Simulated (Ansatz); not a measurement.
# Phonon branches of zinc-blende GaAs along [100] and [111] compared with a chain of atomic planes, PBE linear response

Each gallium atom in GaAs is held by four polar covalent bonds to arsenic, and each arsenic by four to gallium, so planes of the two elements alternate along both [100] and [111]. In a wave along either direction whole planes move as one, and I can set the crystal beside a chain of masses and springs. My question is how closely the branches follow such a chain with forces between nearest planes, and which branch leaves it. The acoustic branches carry much of the heat out of a GaAs device, and the optical ones scatter its electrons. The frequencies are harmonic PBE values for the static lattice, and I measure the acoustic ones against sin(πξ/4), the form for equal planes and equal springs.

## Systems and settings

One crystal, GaAs (zinc-blende) (known phase). The structures stem from measured cells of the Crystallography Open Database, directly or through a relaxation at another level; cell and atoms were relaxed at zero pressure at each row's own level, inside the symmetry of the start, with no thermal or zero-point expansion. Program: Ansatz 0.2.0, plane waves, PBE, the program's default PAW potentials, scalar-relativistic without spin-orbit coupling, no spin polarisation. Wave-function cutoff 420 eV (the default for the potentials of each cell); on the k meshes (Γ-centred) the least product of divisions and cell-vector length runs from 48 to 49 Å. Occupations: gaussian smearing of 0.02 eV. Harmonic modes at natural masses come from linear response (density functional perturbation theory), with the acoustic sum rule imposed. Branches were Fourier-interpolated from a 4×4×4 q mesh solved by linear response, with the dipole term. The rows are a selection of points from finer curves (every second point of the path, the zone boundary included).

- chain scale: chain scale sin(πξ/4).
- ξ: wavevector ξ as a fraction of the way from Γ to the zone boundary.
- origin: solved on the q mesh or Fourier-interpolated.
- LA (cm⁻¹): longitudinal acoustic branch.
- TA (cm⁻¹): transverse acoustic branch, twofold.
- LO (cm⁻¹): longitudinal optical branch.
- TO (cm⁻¹): transverse optical branch, twofold.

Input lines of one member:

```
kpoints:
  mp_grid: { grid: [12, 12, 12] }
hamiltonian:
  xc: pbe
scf:
  occupations: { method: gaussian, width: 0.02 }
output:
  eigenvalues: true
phonons:
  method: dfpt
  qmesh: [4, 4, 4]
  temperatures: { t_max: 1000, t_step: 50 }
  qpath:
    path:
      - [[0.0, 0.0, 0.0], [-0.5, -0.5, 0.0], [-0.375, -0.375, 0.25]]
```

Command (options for logging and memory left out): `ansatz run input.yaml --threads 4 --backend cpu`

## Results

| member | direction | chain scale | ξ | origin | LA (cm⁻¹) | TA (cm⁻¹) | LO (cm⁻¹) | TO (cm⁻¹) |
| --- | --- | --- | --- | --- | --- | --- | --- | --- |
| ξ = 0.200 | Γ to L, along [111] | 0.156 | 0.200 | interpolated | 51.3 | 23.2 | 267.4 | 250.4 |
| ξ = 0.400 | Γ to L, along [111] | 0.309 | 0.400 | interpolated | 99.3 | 42.5 | 261.8 | 246.9 |
| ξ = 0.600 | Γ to L, along [111] | 0.454 | 0.600 | interpolated | ? | ? | ? | ? |
| ξ = 0.800 | Γ to L, along [111] | 0.588 | 0.800 | interpolated | 176.6 | 59.0 | 234.3 | 243.1 |
| ξ = 1.000 | Γ to L, along [111] | 0.707 | 1.000 | solved | 197.3 | 59.7 | 219.6 | 243.2 |
| ξ = 0.200 | Γ to X, along [100] | 0.156 | 0.200 | interpolated | 52.7 | 31.8 | 268.3 | 249.0 |
| ξ = 0.400 | Γ to X, along [100] | 0.309 | 0.400 | interpolated | 101.2 | 57.4 | 264.8 | 241.5 |
| ξ = 0.600 | Γ to X, along [100] | 0.454 | 0.600 | interpolated | ? | ? | ? | ? |
| ξ = 0.800 | Γ to X, along [100] | 0.588 | 0.800 | interpolated | 182.1 | 74.8 | 240.6 | 233.5 |
| ξ = 1.000 | Γ to X, along [100] | 0.707 | 1.000 | solved | 207.3 | 74.7 | 223.5 | 234.2 |

Cells marked ? are withheld until the estimate has been made.

## Interpretation

From ξ = 0.200 to the zone boundary the chain scale grows by a factor 0.707 / 0.156 = 4.53. The LA branch grows by 207.3 / 52.7 = 3.93 along [100] and by 197.3 / 51.3 = 3.85 along [111], so it follows the chain to within about 15 %. The TA branch grows by only 74.7 / 31.8 = 2.35 and 59.7 / 23.2 = 2.57. It is the branch that departs most.

Bond geometry gives part of the reason. In a longitudinal wave along [100] every gap between planes stretches its bonds equally, which makes the springs equal. In a transverse wave one gap resists by bond stretching and the next mainly by the much softer bond bending. Stiffly joined pairs of planes then move almost as single masses. This keeps TA low and TO flat: along [100] TO falls by 6 % between ξ = 0.200 and the boundary, where the optical branch of the equal-spring chain, cos(πξ/4), would fall by 28 %. Along [111] narrow and wide gaps between planes alternate, so the chain with equal springs is only a yardstick there.

Alternating springs are not enough, however. Perfectly rigid pairs would follow sin(πξ/2) and grow by 1 / 0.309 = 3.24, still well above the TA factors. The further flattening is a known feature of tetrahedral semiconductors and comes from forces that reach beyond the nearest planes, carried by the charge in the covalent bonds.

At the [100] boundary LO lies above LA by 223.5 − 207.3 = 16.2 cm⁻¹, a ratio of 223.5 / 207.3 = 1.08. Equal springs with masses of roughly 70 and 75 would give √(75 / 70) ≈ 1.04, so the mass difference opens about half of this gap. Forces between planes of the same element, if they differ for gallium and arsenic, could supply the rest.

## Blind estimate

Plain estimates from the members shown:

- ξ = 0.600 (Γ to X, along [100]), straight-line interpolation between ξ = 0.400 and ξ = 0.800: w = (0.454 − 0.309) / (0.588 − 0.309) = 0.520, so 101.2 + 0.520 × (182.1 − 101.2) = 143.2 cm⁻¹

The straight-line estimate of 143.2 cm⁻¹ should be low, because LA bends downward even against the chain scale: its slope is (182.1 − 101.2) / (0.588 − 0.309) = 290 cm⁻¹ per unit of scale between ξ = 0.400 and 0.800, and (207.3 − 182.1) / (0.707 − 0.588) = 212 from there to the boundary.

I therefore add a spring between planes two apart. With s the chain scale and the two masses taken as equal, ω² = A s² + B sin²(πξ/2), which makes (ω/s)² linear in s². The neighbours give 101.2 / 0.309 = 327.5 and 182.1 / 0.588 = 309.7 cm⁻¹. The weight is (0.454² − 0.309²) / (0.588² − 0.309²) = 0.442, so ω/s = √(327.5² − 0.442 × (327.5² − 309.7²)) = 319.8 and ω = 0.454 × 319.8 = 145.2 cm⁻¹.

I tried the same route on four shown LA points. For ξ = 0.800, from 0.400 and 1.000, it misses by −1.7 along [100] and −2.6 along [111]. For ξ = 0.400, from 0.200 and 0.800, it misses by +1.3 and +0.4. The root mean square is 1.7 cm⁻¹.

Those tests span a wider interval. The error of a two-point interpolation scales with the product of the distances to its two ends, here 0.2 × 0.2 = 0.04 against 0.2 × 0.4 = 0.08 in the tests. I therefore take 1.7 × 0.04 / 0.08 ≈ 0.9 cm⁻¹ as one standard deviation.

**Committed estimate, ξ = 0.600 (Γ to X, along [100]): LA = 145.2 ± 0.9 cm⁻¹.**

## How the estimate fared

| member | direction | chain scale | ξ | origin | LA (cm⁻¹) | TA (cm⁻¹) | LO (cm⁻¹) | TO (cm⁻¹) |
| --- | --- | --- | --- | --- | --- | --- | --- | --- |
| ξ = 0.600 | Γ to L, along [111] | 0.454 | 0.600 | interpolated | 141.6 | 54.4 | 250.7 | 243.9 |
| ξ = 0.600 | Γ to X, along [100] | 0.454 | 0.600 | interpolated | 144.3 | 71.4 | 255.9 | 234.8 |

| member | estimate | LA (cm⁻¹) | computed | estimate − computed | miss in error bars |
| --- | --- | --- | --- | --- | --- |
| ξ = 0.600 (Γ to X, along [100]) | committed | 145.2 | 144.3 | +0.9 | 1.0 |
| ξ = 0.600 (Γ to X, along [100]) | interpolation | 143.2 | 144.3 | −1.1 |  |

My estimate of 145.2 cm⁻¹ lies 0.9 above the computed 144.3, right at the edge of its error bar. The straight line missed by −1.1, so along [100] the added spring gained almost nothing. The direction of my correction was right and its size was not: I raised the line by 2.0 cm⁻¹ where 1.1 was needed.

The [111] row gives the same route a second trial. The neighbours give 99.3 / 0.309 = 321.4 and 176.6 / 0.588 = 300.3, so the route yields 0.454 × √(321.4² − 0.442 × (321.4² − 300.3²)) = 141.8 cm⁻¹ against the computed 141.6, while the straight line gives 99.3 + 0.520 × (176.6 − 99.3) = 139.5. The bend of LA between these points is therefore described fairly well by a chain with a weak second spring. The miss along [100] is too small for me to read a particular force into it; planes farther apart or the Fourier interpolation could each account for it.

## Members off the line

The TA points at the zone boundary stand farthest from the chain. Scaled up from ξ = 0.200, the chain would put TA at 31.8 × 0.707 / 0.156 = 144 cm⁻¹ along [100], and the table has 74.7. Along [111] it would give 105, against 59.7. The new rows show how early the flattening sets in: along [100] TA rises by only 3.3 cm⁻¹ from ξ = 0.600 to the boundary, while LA rises by 207.3 − 144.3 = 63.0. The likeliest reason is still soft bond bending together with forces that reach past the nearest planes. The points at ξ = 0.200 are the least secure, since the interpolation has no quadrupole term, but a shift of a tenth there would leave most of the departure standing.

LA falls short of the same scaling by much less, 207.3 against 52.7 × 0.707 / 0.156 = 239 cm⁻¹ along [100]. Part of that shortfall comes close to the boundary, where unequal masses open a gap and the acoustic branch has to level off. My formula for like planes lacks this levelling, which fits its low results at ξ = 0.800 whenever the boundary point was used as a neighbour.

## Summary

Between ξ = 0.200 and the boundary, LA follows the chain of planes to about 15 % in both directions, and TA does not follow it. An LA point at ξ = 0.600 can be had from its neighbours at 0.400 and 0.800 to about 1 cm⁻¹; next to the boundary I would allow 2 or 3.

The flat TA branch matters for heat and scattering because its modes are well filled. With kT ≈ 210 cm⁻¹ at room temperature, n = 1 / (exp(ω / kT) − 1) gives 2.3 quanta per mode for TA at the [100] boundary and 0.6 for LA.

All these frequencies belong to the PBE crystal and are not set against measured ones here. PBE usually makes such bonds too long and the frequencies too low, and in GaAs this lowering is well above the roughly one per cent that warming takes off most modes. It also exceeds my interpolation error. The 1 cm⁻¹, and the 2 or 3 next to the boundary, therefore tell how closely a point of the computed branch can be had, not how close it lies to experiment. A lowering by one common factor would cancel in the growth factors that I compare with the chain, but it would leave the numbers of quanta somewhat too high.

[On method and selection: Runs that did not converge, have known faults or may not be shown are not listed, and runs on Ansatz's PAW sets soft_1 and soft_2 are kept to separate tables.]

[Logs are printed without paths, hosts, clocks, repeated set-up lines and the standing remarks that a program may print on its own settings, such as how far it seeks lower states.]
